\textbf{Student.} The lecture gave the wall-plug efficiency of an LED as a product of four factors and said that it peaks at a lower current than the external quantum efficiency. The product looks like bookkeeping to me, and the ordering looks like a feature of one example.

\textbf{Lecturer.} The product is bookkeeping. The ordering is a theorem with two conditions. Start from the premises. The diode is in steady state, a current $I$ flows at terminal voltage $V$, and $q$ is the elementary charge. Count per second: $I/q$ carriers cross the terminals, $R_{\rm act}$ electron--hole pairs recombine in the active region, $R_{\rm rad}$ of these recombine radiatively, and $\Phi$ photons leave the package. Define
\begin{equation}
\eta_{\rm inj}=\frac{R_{\rm act}}{I/q},\qquad \eta_{\rm rad}=\frac{R_{\rm rad}}{R_{\rm act}},\qquad \eta_{\rm extr}=\frac{\Phi}{R_{\rm rad}} .
\end{equation}
In the product the intermediate rates cancel, and what remains is the definition of the external quantum efficiency:
\begin{equation}
{\rm EQE}\equiv\frac{\Phi}{I/q}=\eta_{\rm inj}\,\eta_{\rm rad}\,\eta_{\rm extr}. \label{chain}
\end{equation}

\textbf{Student.} So it cannot be wrong, and it says nothing.

\textbf{Lecturer.} It says something once each factor is tied to its own physics: barriers, recombination channels, optics. That separation can fail. A photon reabsorbed in the active layer makes a new pair. Equation~(\ref{chain}) still holds, but $R_{\rm act}$ then counts recycled pairs and $\eta_{\rm inj}$ as defined can exceed one. If one counts only first-generation events, $\eta_{\rm extr}$ depends on $\eta_{\rm rad}$ instead. I neglect recycling in the model below; the theorem does not need that.

Now the power. Let $\phi(E)\,dE$ be the rate of escaping photons in the energy interval $dE$, so $\Phi=\int\phi\,dE$. Then
\begin{equation}
P=\int E\,\phi(E)\,dE=\langle h\nu\rangle\,\Phi=\langle h\nu\rangle\,{\rm EQE}\,\frac{I}{q},
\end{equation}
where $\langle h\nu\rangle$ is the mean weighted by photon number over the escaping spectrum. The last premise is electrical: the quasi-Fermi levels in the active region are split by $qV_j$, and all other drops are lumped into a constant series resistance, $V=V_j+IR_s$. Dividing $P$ by the input power $IV$ cancels one factor of $I$:
\begin{equation}
{\rm WPE}=\frac{P}{IV}={\rm EQE}\,\frac{\langle h\nu\rangle}{q\,(V_j+IR_s)} . \label{wpe}
\end{equation}

\textbf{Student.} The last factor must be below one. A photon cannot carry more than the source gave the electron.

\textbf{Lecturer.} It can. Take a direct gap with parabolic bands, $k$-conserving transitions and nondegenerate carriers. The joint density of states goes as $\sqrt{E-E_g}$. For a pair separated by $E$ the two Boltzmann occupations multiply to $\exp[(qV_j-E)/kT]$. Dropping slowly varying prefactors, the emission rate is
\begin{equation}
r(E)\propto\sqrt{E-E_g}\;e^{(qV_j-E)/kT}, \label{spec}
\end{equation}
and with $u=(E-E_g)/kT$,
\begin{equation}
\langle h\nu\rangle=E_g+kT\,\frac{\int_0^\infty u^{3/2}e^{-u}du}{\int_0^\infty u^{1/2}e^{-u}du}=E_g+\tfrac32 kT .
\end{equation}
I take the escaping spectrum equal to the internal one. For an undoped active layer with $n=p$ and effective densities of states $N_c$, $N_v$, the product $np=N_cN_v\exp[(qV_j-E_g)/kT]$ gives
\begin{equation}
qV_j=E_g-kT\ln\frac{N_cN_v}{n^2}. \label{vj}
\end{equation}
So $\langle h\nu\rangle-qV_j=\tfrac32kT+kT\ln(N_cN_v/n^2)$, which is positive in this regime. The lattice supplies the difference as heat taken up by the injected carriers. Only the ohmic drop can push the voltage factor below one. Note a second consequence of Eq.~(\ref{spec}): $V_j$ enters as a prefactor, so at fixed temperature $\langle h\nu\rangle$ does not depend on current.

\textbf{Student.} Then show me the maximum.

\textbf{Lecturer.} Take the logarithm of Eq.~(\ref{wpe}) and differentiate with respect to $\ln I$:
\begin{equation}
\frac{d\ln{\rm WPE}}{d\ln I}=\frac{d\ln{\rm EQE}}{d\ln I}-\sigma,\qquad
\sigma\equiv\frac{d\ln V}{d\ln I}-\frac{d\ln\langle h\nu\rangle}{d\ln I}. \label{slope}
\end{equation}
At an interior maximum the left side vanishes, so $d\ln{\rm EQE}/d\ln I=\sigma$. For a fixed spectrum this is
\begin{equation}
\frac{d\ln{\rm EQE}}{d\ln I}=\frac{d\ln V}{d\ln I}=\frac{m\,kT/q+IR_s}{V_j+IR_s}, \label{cond}
\end{equation}
where the local ideality factor of the junction is defined by $dV_j/d\ln I=m\,kT/q$, and $d(IR_s)/d\ln I=IR_s$. With $m>0$ the right side is positive.

\textbf{Student.} A positive slope at one point does not tell me where that point lies. The EQE could have two humps.

\textbf{Lecturer.} Right, hence the conditions. First, $\sigma>0$ over the currents considered. Second, the EQE has a single maximum at $I_E$, rising below it and not rising above it. For $I\ge I_E$ the first term of Eq.~(\ref{slope}) is zero or negative and the second is negative, so the WPE falls strictly. No stationary point of the WPE lies there, and at $I_E$ itself the WPE still gains from a lower current. Hence $I_W<I_E$. The maximum exists if the slope is positive somewhere lower down. When Shockley--Read--Hall recombination dominates, $I\propto n$ and $R_{\rm rad}\propto n^2$, so the EQE slope tends to 1, while $m\to2$ and $\sigma\approx2kT/qV\ll1$. The slope changes sign in between.

\textbf{Student.} If I remove the resistance, the two peaks coincide?

\textbf{Lecturer.} No, the term $m\,kT/qV_j$ survives. There is a neat way to see both peaks. By Eq.~(\ref{spec}), $R_{\rm rad}\propto e^{qV_j/kT}$ whatever the loss channels are. With constant $\eta_{\rm extr}$, $\ln{\rm EQE}=qV_j/kT-\ln I+{\rm const}$, and so
\begin{equation}
\frac{d\ln{\rm EQE}}{d\ln I}=m-1 . \label{m}
\end{equation}
The EQE peaks where $m=1$, and the WPE peaks where $m-1$ equals the right side of Eq.~(\ref{cond}), that is earlier on the descent of $m$ from 2. Conversely, a diode without any droop, whose EQE only saturates, still has a WPE maximum.

\textbf{Student.} I want numbers, for a red AlGaInP chip at 625 nm and 20 mA.

\textbf{Lecturer.} We need a current law. In an active volume $V_a$ take $R_{\rm act}=V_a(An+Bn^2)$, and set $n_1=A/B$, $x=n/n_1$, $I_1=qV_aA^2/B$. The recombination current is $I_1(x+x^2)$ and $\eta_{\rm rad}=x/(1+x)$. In this alloy system the barrier for electrons is modest, and electrons escape into the p-cladding. With the hole density there fixed by doping, the minority electron density at the cladding edge goes as $e^{qV_j/kT}\propto x^2$, and so does the diffusive leakage. That lowers the plateau but gives no droop. I add a term $cx^3$ for losses that grow faster, count it as leakage, and treat its form as an assumption. Then
\begin{equation}
I=I_1\left[x+(1+d)x^2+cx^3\right],\qquad \eta_{\rm inj}=\frac{1+x}{1+(1+d)x+cx^2},
\end{equation}
\begin{equation}
{\rm EQE}=\frac{\eta_{\rm extr}}{x^{-1}+(1+d)+cx},\qquad V_j=V_1+\frac{2kT}{q}\ln x ,
\end{equation}
with $V_1$ from Eq.~(\ref{vj}) at $n=n_1$. The denominator of the EQE is convex in $x$ with its only minimum at $x_E=c^{-1/2}$, and $I$ rises monotonically with $x$, so the single-maximum condition holds and ${\rm EQE}_{\max}=\eta_{\rm extr}/(1+d+2\sqrt c)$. With $s=d\ln I/d\ln x$ we have $m=2/s$, which gives
\begin{equation}
m-1=\frac{1-cx^2}{1+2(1+d)x+3cx^2}. \label{mx}
\end{equation}

\textbf{Student.} Where do the inputs come from?

\textbf{Lecturer.} None is a measurement. $B\approx10^{-10}$ cm$^3$\,s$^{-1}$, $N_c\approx10^{18}$ cm$^{-3}$ and $N_v\approx10^{19}$ cm$^{-3}$ are approximate values for such an alloy. I assume $A=10^{7}$ s$^{-1}$, a chip of $300\times300$ $\mu$m$^2$ with a 0.1 $\mu$m active layer, and $T=300$ K. The values $d=0.25$, $c=0.04$, $\eta_{\rm extr}=0.70$ and $R_s=10\ \Omega$ are chosen so that the model reproduces the typical behaviour of a good thin-film chip, about 2 V and about 40\% efficiency at 20 mA; those two outcomes are therefore no test. I read 625 nm as $hc/\langle h\nu\rangle$; a data sheet may mean the peak or the dominant wavelength instead. Carrying unrounded values through, $kT/q=25.85$ mV, $\langle h\nu\rangle=1.984$ eV, $E_g=1.945$ eV, $V_a=9\times10^{-9}$ cm$^3$, $n_1=1\times10^{17}$ cm$^{-3}$, $I_1=1.442$ mA and $V_1=1.766$ V.

At 20 mA, or 22 A\,cm$^{-2}$, the cubic $x+1.25x^2+0.04x^3=13.87$ gives $x=2.84$. The EQE maximum is at $x_E=5$. The WPE maximum follows from setting Eq.~(\ref{mx}) equal to the right side of Eq.~(\ref{cond}) and solving numerically.

\begin{center}
\begin{tabular}{lccc}
 & WPE maximum & 20 mA & EQE maximum\\ \hline
$I$ (mA) & 15.7 & 20 & 59.5\\
$x$ & 2.49 & 2.84 & 5\\
$\eta_{\rm inj}$ & 0.800 & 0.788 & 0.727\\
$\eta_{\rm rad}$ & 0.714 & 0.740 & 0.833\\
EQE & 0.400 & 0.408 & 0.424\\
$V_j$ (V) & 1.814 & 1.820 & 1.850\\
$V$ (V) & 1.971 & 2.020 & 2.444\\
$\langle h\nu\rangle/qV$ & 1.007 & 0.982 & 0.812\\
WPE & 0.402 & 0.401 & 0.344\\
$m$ & 1.094 & 1.075 & 1.000\\
$\sigma$ & 0.094 & 0.113 & 0.254\\
\end{tabular}
\end{center}

At 20 mA the model emits 16.2 mW for 40.4 mW of input, and $\langle h\nu\rangle$ exceeds $qV_j$ by 163 meV. The EQE still rises with slope 0.075, but the voltage rises faster, with slope 0.113, of which 0.099 is ohmic and 0.014 comes from the junction. The operating point lies between the two peaks, which are a factor 3.8 apart in current. With $R_s=0$ the WPE peak moves up to 47 mA, still below $I_E$.

\textbf{Student.} A factor of almost four from a slope of one tenth?

\textbf{Lecturer.} The EQE is very flat: it gains only from 0.400 to 0.424 over that range. A small tilt moves a flat maximum far. For the same reason the positions of the peaks are the least robust outputs and depend strongly on $c$ and $R_s$, while the third digit in the table serves only to compare columns within the model.

\textbf{Student.} You have $n/N_c=0.28$ at 20 mA and call that nondegenerate.

\textbf{Lecturer.} Let us size it. The Fermi--Dirac integral expands as $n/N_c=e^{\xi}-e^{2\xi}/\sqrt8+\dots$ in the reduced Fermi level $\xi$; inverting to first order gives $\xi=\ln(n/N_c)+n/(\sqrt8N_c)$, and likewise for holes. This adds $(kT/q)(n/N_c+n/N_v)/\sqrt8=2.9$ mV to $V_j$. The added term is linear in $n$, so its derivative with respect to $\ln I$ is the term divided by $s=1.86$, and $m$ grows by 0.059. In $\sigma$ that is 0.0008, which is negligible. In Eq.~(\ref{m}) it rivals the slope 0.075 itself, so at this density the EQE slope must not be read off an ideality factor taken from the $I$--$V$ curve. The table uses the rate law, ${\rm EQE}\propto x^2/I$ with slope $2/s-1$. First-order corrections to $B$ and to the leakage multiply those terms by factors linear in $x$, which renormalise $d$ and $c$, both assumed anyway. Band filling shifts the spectrum on a scale no larger than $kT\,n/N_c=7$ meV; even 10 meV per $e$-fold of current, from filling or from gap shrinkage, changes $\sigma$ by only 0.005.

\textbf{Student.} And heating? These devices are known to dislike it.

\textbf{Lecturer.} That is the larger omission: the table is isothermal, as for short pulses. Under direct current the junction warms by $\Delta T=R_{\rm th}(IV-P)$. Since $d\ln(IV)/d\ln I=1+0.113$ and $d\ln P/d\ln I=1+0.075$, a typical $R_{\rm th}\approx300$ K/W for a small lamp gives $d\Delta T/d\ln I=8.3$ K at 20 mA, to first order. Take typical coefficients of $-0.8$\%/K for the EQE, $-2$ mV/K for the forward voltage and $+0.13$ nm/K for the wavelength. The EQE slope changes by $-0.066$, to about 0.008, so the EQE peak drops to near 20 mA and the WPE peak falls below 15.7 mA. The voltage slope changes by $-0.008$ and the slope of $\ln\langle h\nu\rangle$ becomes $-0.002$, which leaves $\sigma=0.106$. Heating moves both peaks strongly but keeps $\sigma$ positive, and Eq.~(\ref{slope}) holds along any operating curve, so the ordering stands.

\textbf{Student.} Then what is the range of validity?

\textbf{Lecturer.} In layers. Equations~(\ref{chain}) and (\ref{slope}), and Eq.~(\ref{wpe}) with the terminal voltage $V$, are exact in steady state. The split $V=V_j+IR_s$ needs a uniform junction voltage and ohmic drops; current crowding, non-ohmic heterobarriers or a shunt path make $R_s$ depend on current, and $dV/d\ln I$ must then be taken from the actual curve. Equation~(\ref{cond}) needs a fixed mean photon energy. The ordering $I_W<I_E$ needs $\sigma>0$ and a single EQE maximum; it is not guaranteed if self-heating makes the voltage fall with current, or if a blue shift outruns the voltage. Equation~(\ref{m}) needs, in addition, fixed temperature, constant extraction, $qV_j\gg kT$ and $n/N_c$ small against the slope of interest. The $\tfrac32kT$ belongs to a bulk-like layer; the step-like density of states of a quantum well gives $kT$. Within those limits the model's 625 nm diode has ${\rm EQE}=0.41$ and ${\rm WPE}=0.40$ at 20 mA, with isothermal peaks near 16 mA for the WPE and 59 mA for the EQE.